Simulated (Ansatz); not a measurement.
## A series in volume scale on Ba

Results calculated with Ansatz 0.2.0, not measured. Free energy against uniform scaling of the volume at fixed shape and fractions; periodic cell, basis, potentials, k mesh and filling as listed.

The cell before it is scaled or strained (space group P6/mmm, No. 191):
```
cell vectors (Å)
   6.9961     0.0000     0.0000
  -3.4980     6.0588     0.0000
   0.0000     0.0000     3.9094
atoms (fractions of the cell vectors)
Ba  0.33333  0.66667  0.50000
Ba  0.66667  0.33333  0.50000
```

Settings of every row: functional PBEsol; dispersion none; potentials all-electron LAPW; k mesh 5x5x7; k shift 0x0x0; occupations methfessel paxton; smearing width 0.1 eV; spin none.

Limits: coarse k mesh, up to 40 meV an atom off; minimum outside the range; no spin-orbit coupling, which can matter with elements this heavy; the cell comes from a prototype or a list of computed structures and needn't be the stable phase.

| row | volume scale | V (Å³/atom) | energy above lowest point (meV/atom) |
| --- | --- | --- | --- |
| 1 | 0.94 | 77.884 | 0 |
| 2 | 0.97 | 80.37 | ? |
| 3 | 1 | 82.856 | 4.9 |
| 4 | 1.03 | 85.341 | 8.9 |
| 5 | 1.06 | 87.827 | 14.1 |

Question: what energy above lowest point should row 2 give?

Worked fit of energy above lowest point. Take u = (V_r/V)^(2/3) − 1 with V_r = 84.099 Å³ an atom, which is twice the finite (Eulerian) strain; such expansions in the strain, on which the Birch-Murnaghan equation of state is built, carry the rest volume and the bulk modulus. The shown rows have u = 0.05252, 0.00998, -0.00973, -0.0285. Least squares give energy above lowest point = 6.79 − 210.9 × u + 1559 × u² meV/atom; a straight line predicts inner rows, each left out in turn, worse (root mean square 1.5 against 0.18 meV/atom). The rows lie off it by 0.0, 0.1, -0.1, 0.0. The withheld row has u = 0.0307, so the fit gives 6.79 − 210.9 × (0.0307) + 1559 × (0.0307)² = 1.8 meV/atom.

The calculation gave 2 meV/atom. The fit lies 0.2 meV/atom (10 % of the value, 1.4 % of the column's range) below it; its largest miss of a shown row is 0.1 meV/atom.
